# Bulk-trap generation–recombination conductance in inversion: doping, temperature and material compared

In a p-type MOS capacitor biased into inversion, the electrons under the oxide have no contact. When the gate signal asks for more or fewer of them, they must be generated or recombined, and that process acts as a conductance between the inversion layer and the substrate. I will derive the part due to bulk traps, and then carry it across four dopings, four temperatures and two materials.

## The derivation

Let $x$ run from the interface into the substrate, let $\psi(x)$ be the band bending (zero in the bulk, positive towards inversion), $V_T=k_BT/q$, and $N$ the fully ionised acceptor density. Write $n=n_ie^{(\psi-\phi_B-\phi_n)/V_T}$ and $p=n_ie^{(\phi_p-\psi+\phi_B)/V_T}$, with $\phi_B=V_Tu_B$, $u_B=\ln(N/n_i)$, and quasi-Fermi potentials $\phi_{n,p}$ that vanish in equilibrium. "Midgap" means a trap at the intrinsic level. With equal lifetimes the steady-state Shockley–Read–Hall (SRH) rate is

$$U=\frac{np-n_i^2}{\tau_0\,(n+p+2n_i)}.$$

A small splitting $v=\phi_p-\phi_n$ gives $np-n_i^2\approx n_i^2v/V_T$. The numerator is already first order, so the denominator keeps its equilibrium value. With $u=\psi/V_T-u_B$ it is $2n_i(1+\cosh u)=4n_i\cosh^2(u/2)$, and

$$U=\frac{n_i}{\tau_0}\frac{v}{V_T}\,\frac{1}{4\cosh^2(u/2)}.$$

The rate peaks where $n=p=n_i$. Take $v$ uniform, and replace $|dx|$ by $V_T\,du/\mathcal E$ with the field frozen at its value $\mathcal E_i$ at $u=0$. Since $\int_{-\infty}^{\infty}du/[4\cosh^2(u/2)]=1$, the current density $q\int U\,dx$ divided by $v$ is

$$G_{gr}=\frac{q\,n_i}{\tau_0\,\mathcal E_i}=g\,\ell,\qquad g=\frac{qn_i}{V_T\tau_0},\qquad \ell=\frac{V_T}{\mathcal E_i}.$$

The field comes from one integration of Poisson's equation from the bulk. With $y=\psi/V_T$,

$$\mathcal E^2=\frac{2qNV_T}{\varepsilon_s}\left[y-1+e^{-y}+e^{-2u_B}(e^y-y-1)\right].$$

At $y=u_B$ the last two terms are of order $e^{-u_B}$, so

$$\mathcal E_i=\sqrt{\frac{2qN(\phi_B-V_T)}{\varepsilon_s}}.$$

The depletion approximation drops the $V_T$, which comes from the hole tail at the depletion edge. The surface potential does not appear, so $G_{gr}$ is independent of gate bias once the peak lies inside the semiconductor.

## The reference case

Take p-Si with $N=10^{21}\ \mathrm{m^{-3}}$ ($10^{15}\ \mathrm{cm^{-3}}$), an assumed $\tau_0=10\ \mu$s, $T=300$ K, the compiled static dielectric constant 11.7 (Ioffe Institute), and the typical $n_i=1.0\times10^{16}\ \mathrm{m^{-3}}$. Then $u_B=11.51$, $\phi_B=0.298$ V, $\mathcal E_i=0.917$ MV/m, $\ell=28.2$ nm and $G_{gr}=1.75\times10^{-4}\ \mathrm{S/m^2}$. The depletion form $\sqrt{2qN\phi_B/\varepsilon_s}$ gives 0.959 MV/m, which is 4.6 % high.

**Question.** *The depletion layer is almost a micrometre wide. Why does its width not enter?*

By convention I take $W=\sqrt{4\varepsilon_s\phi_B/qN}$, the width at $\psi_s=2\phi_B$, which is 877 nm. In deep depletion both $n$ and $p$ fall below $n_i$ over a wide zone, and the whole zone generates at $n_i/2\tau_0$. Near equilibrium $np\approx n_i^2$ everywhere, so one carrier is abundant except near the crossing, and an abundant carrier refills the trap before the opposite emission completes the cycle. The full width at half maximum is $3.53\,\ell=99$ nm. Using the peak of the deep-depletion picture, $gW/2$, would overstate the conductance by $W/2\ell=15.6$.

**Question.** *How good are the frozen field and the flat quasi-Fermi levels?*

Near the peak $\mathcal E\propto\sqrt{a+u}$ with $a=u_B-1$. The weight $1/[4\cosh^2(u/2)]$ is even with variance $\pi^2/3$, so the linear term of $(1+u/a)^{-1/2}$ averages out and the quadratic term $\tfrac38u^2/a^2$ multiplies $G_{gr}$ by $1+\pi^2/8a^2$. That is 1.1 % here, giving $1.77\times10^{-4}\ \mathrm{S/m^2}$. As for flatness, carrying the current across $\ell$ at density $n_i$ offers a conductance $q\mu_nn_i/\ell$, and $G_{gr}$ is smaller than that by $(\ell/L_n)^2$, with $L_n=\sqrt{\mu_nV_T\tau_0}$. A typical $\mu_n=0.135\ \mathrm{m^2/(V\,s)}$ gives $L_n=187\ \mu$m and a ratio of $2.3\times10^{-8}$.

## First comparison: doping

All rows are Si at 300 K with the same $\tau_0$. The last column is the size of the leading neglected term, so third figures serve only for forming ratios.

| $N$ (m⁻³) | $u_B$ | $\mathcal E_i$ (MV/m) | $\ell$ (nm) | $W/\ell$ | $G_{gr}$ (µS/m²) | $\pi^2/8a^2$ |
|---|---|---|---|---|---|---|
| $10^{20}$ | 9.21 | 0.256 | 101 | 24.6 | 625 | 1.8 % |
| $10^{21}$ | 11.51 | 0.917 | 28.2 | 31.1 | 175 | 1.1 % |
| $10^{22}$ | 13.82 | 3.20 | 8.08 | 37.6 | 50.0 | 0.75 % |
| $10^{23}$ | 16.12 | 11.0 | 2.35 | 44.2 | 14.6 | 0.54 % |

Doping enters only through the field, with $\mathcal E_i^2\propto Na$, so $d\ln G_{gr}/d\ln N=-\tfrac12(1+1/a)$, which is $-0.548$ in the reference case. Successive decades lower $G_{gr}$ by 3.58, 3.49 and 3.43, creeping towards $\sqrt{10}=3.16$ as the logarithm matters less. A steeper potential squeezes the active slab, and at fixed $\tau_0$ fewer traps take part.

**Question.** *Real traps are not symmetric, and at 11 MV/m I doubt the lifetimes are field independent.*

Both points can be sized. For a midgap trap with $\tau_n\ne\tau_p$ the denominator is $n_i[\tau_p(e^u+1)+\tau_n(e^{-u}+1)]$, and the integral replaces $1/\tau_0$ by $\ln(\tau_n/\tau_p)/(\tau_n-\tau_p)$. The longer lifetime controls the result, up to a logarithm. For equal lifetimes and a level displaced by $\eta k_BT$ the denominator is $2n_i\tau_0(\cosh u+\cosh\eta)$, and $G_{gr}$ is multiplied by $\eta/\sinh\eta$. A displacement of 0.10 eV leaves a factor 0.16.

Now the field. For a level between a neutral and a singly charged state, one of the two carriers is emitted from an attractive Coulomb centre, and the one-dimensional Poole–Frenkel lowering is $\Delta=\sqrt{q\mathcal E_i/\pi\varepsilon_s}$: 21 mV at $10^{21}\ \mathrm{m^{-3}}$ and 74 mV at $10^{23}\ \mathrm{m^{-3}}$. Shortening one lifetime by $e^{-z}$, $z=\Delta/V_T$, raises $G_{gr}$ by $z/(1-e^{-z})$, which is 1.5 and 3.0. The one-dimensional form gives every direction the full lowering, so it overstates this effect, but it shows that the field dependence of capture can rival one decade's step in the table. The table holds for $\tau_0$ understood as the value at the local field.

## Second comparison: temperature and material

For Si I scale $n_i\propto T^{3/2}e^{-E_g(T)/2k_BT}$ from its 300 K value. The compiled gap is 1.12 eV at 300 K (Wing 2021). With an approximate slope of $-2.7\times10^{-4}$ eV/K taken as constant, the slope contributes only a constant factor, and the exponent contains the extrapolated gap $E_{G0}=1.201$ eV. I hold $\tau_0$ and $\varepsilon_s$ fixed and use the typical $\mu_n\propto T^{-2.4}$.

There is a competitor. On the bulk side the linearised rate tends to the constant $n_i^2v/(NV_T\tau_0)$, and the splitting decays over $L_n$. In a substrate much thicker than $L_n$ this tail is the diffusion conductance, in parallel with $G_{gr}$:

$$G_d=\frac{q\mu_nn_i^2}{NL_n},\qquad \frac{G_d}{G_{gr}}=\frac{n_i}{N}\,\frac{L_n}{\ell}.$$

For the rows at $10^{22}\ \mathrm{m^{-3}}$ the typical inputs are $\mu_n=0.12\ \mathrm{m^2/(V\,s)}$ for Si, and $n_i=2.0\times10^{19}\ \mathrm{m^{-3}}$, dielectric constant 16.2 and $\mu_n=0.35\ \mathrm{m^2/(V\,s)}$ for Ge. Ge gets the same $\tau_0$, to isolate the structure of the formula.

| Case | $T$ (K) | $N$ (m⁻³) | $n_i$ (m⁻³) | $u_B$ | $G_{gr}$ (S/m²) | $G_d/G_{gr}$ |
|---|---|---|---|---|---|---|
| Si | 250 | $10^{21}$ | $7.3\times10^{13}$ | 16.4 | $1.2\times10^{-6}$ | $7.3\times10^{-4}$ |
| Si | 300 | $10^{21}$ | $1.0\times10^{16}$ | 11.5 | $1.7\times10^{-4}$ | 0.066 |
| Si | 350 | $10^{21}$ | $3.5\times10^{17}$ | 8.0 | $6.9\times10^{-3}$ | 1.6 |
| Si | 400 | $10^{21}$ | $5.1\times10^{18}$ | 5.3 | 0.12 | 15 |
| Si | 300 | $10^{22}$ | $1.0\times10^{16}$ | 13.8 | $5.0\times10^{-5}$ | 0.022 |
| Ge | 300 | $10^{22}$ | $2.0\times10^{19}$ | 6.2 | 0.18 | 40 |

The leading frozen-field term grows to 6.8 % for Si at 400 K and 4.5 % for Ge, hence two figures.

From 250 to 400 K $G_{gr}$ rises by $1.05\times10^5$. Of this $n_i$ supplies $7.0\times10^4$ and the falling field 1.50. Ge exceeds Si at equal doping by $3.7\times10^3$, from a factor 2000 in $n_i$ and 1.84 in field, the latter due to the larger permittivity and smaller $\phi_B$. So $n_i$ sets the decades and $\mathcal E_i$ the factor of order one. The last column is a contest between a small density ratio and a large length ratio: the neutral bulk generates far more weakly per volume, but over thousands of times the thickness. Because $n_i/N$ is exponential in temperature and gap, the model's reference capacitor crosses over to diffusion at 342 K, and the model's Ge capacitor is diffusion controlled already at 300 K. There $G_{gr}$ is a few per cent of the total.

**Question.** *So an Arrhenius plot should give half the gap, 0.56 eV?*

Half the gap is the label of the mechanism, but the slope is larger. Define $E_a=k_BT^2\,d\ln G/dT$. For $n_i$ it is $E_n=E_{G0}/2+\tfrac32k_BT=0.639$ eV at 300 K. Since $\mathcal E_i^2\propto Ta$ and $da/d\ln T=-E_n/k_BT$,

$$E_a=E_n-\tfrac12k_BT+\frac{E_n}{2a}=0.639-0.013+0.030\approx0.66\ \text{eV}.$$

A temperature-independent cross-section, with $\tau_0\propto T^{-1/2}$ through the thermal velocity, would add another 0.013 eV, and a level well off midgap adds roughly its displacement. The diffusion branch, $G_d\propto n_i^2\sqrt{\mu_n/T}$, has 1.23 eV. The near factor of two between the slopes separates the mechanisms. A slope alone does not fix the trap level to better than these shifts.

## Third comparison: frequency

In strong inversion the inversion-layer capacitance exceeds all others and ties the surface potential to $\phi_n$. The circuit per area is then $C_{ox}$ in series with $C_D=\varepsilon_s/W$ parallel to $G_{gr}$, and the admittance has one pole with time constant $(C_{ox}+C_D)/G_{gr}$. For 100 nm of SiO₂ with the typical dielectric constant 3.9, $C_{ox}=345\ \mu\mathrm{F/m^2}$ and $C_D=118\ \mu\mathrm{F/m^2}$, which gives 2.7 s, or a corner at 0.060 Hz.

**Question.** *You used a steady-state rate for an alternating signal. Up to what frequency is that allowed?*

Give the traps their own quasi-Fermi potential $\phi_T$, a capture coefficient $c$ and a density $N_T=1/c\tau_0\ll N$. The equilibrium occupancy is $f=1/(1+e^{-u})$. Linearising capture minus emission gives, per volume, a conductance $gf$ from the trap to the electron level, $g(1-f)$ to the hole level, and a capacitance $qN_Tf(1-f)/V_T$ to the local band potential. In steady state the two conductances in series give $gf(1-f)=g/[4\cosh^2(u/2)]$, the earlier result. Now hold $\phi_p$ fixed and move $\phi_n$ by unit amplitude. In the depletion approximation the band potential at $x$ moves by $r=1-x/W$. With $s=\omega f(1-f)/cn_i$, current balance gives $\phi_T=(f+isr)/(1+is)$, and the dissipation $gf|1-\phi_T|^2+g(1-f)|\phi_T|^2$ yields, to first order in $N_T$,

$$G(\omega)=g\int dx\left[f(1-f)+(r-f)^2\frac{s^2}{1+s^2}\right].$$

The second term is loss from charging traps that lag. At low frequency, with field and $r$ frozen and $du=df/f(1-f)$, its relative size is $(\omega/cn_i)^2(r^2/6-r/6+1/20)$. At the crossing $r=1/\sqrt2$ for $\psi_s=2\phi_B$, and the coefficient is 0.0155.

An illustrative $c=10^{-14}\ \mathrm{m^3/s}$ means $N_T=1.0\times10^{19}\ \mathrm{m^{-3}}$ and $cn_i=100\ \mathrm{s^{-1}}$. The slowest traps, at $f=\tfrac12$, reach $s=1$ at $\omega=4cn_i$, or 64 Hz. At the 0.060 Hz corner the correction is $2.2\times10^{-7}$, so the steady-state formula describes the response of the inversion layer very well. At 1 kHz, integrating with $r=\sqrt{(u_B+u)/2u_B}$ and $dx\propto du/\sqrt{u_B+u}$ gives $G(\omega)/G(0)=2.1$, and the growth beyond is slow, since the lagging zone widens as $|u|<\ln(\omega/cn_i)$. A lifetime extracted from a kilohertz conductance with $qn_i/\tau_0\mathcal E_i$ would come out short by that factor at 300 K. Heating raises $cn_i$ and moves the onset of this loss to higher frequency.

**Question.** *Would I find these numbers on a real wafer?*

They are the model's numbers, about $1.8\times10^{-4}\ \mathrm{S/m^2}$ and a response time near 3 s for an assumed 10 µs midgap trap. Clean device-grade silicon typically has generation lifetimes of hundreds of microseconds to milliseconds, against the model's $2\tau_0=20\ \mu$s, so for such material the model overstates $G_{gr}$ by roughly one to two orders of magnitude, and the crossover to diffusion, whose ratio scales as $\sqrt{\tau_0}$, comes at lower temperature. Interface traps, generation at the gate perimeter and stray light are further parallel paths that the formula leaves out, and each of them shortens the response time.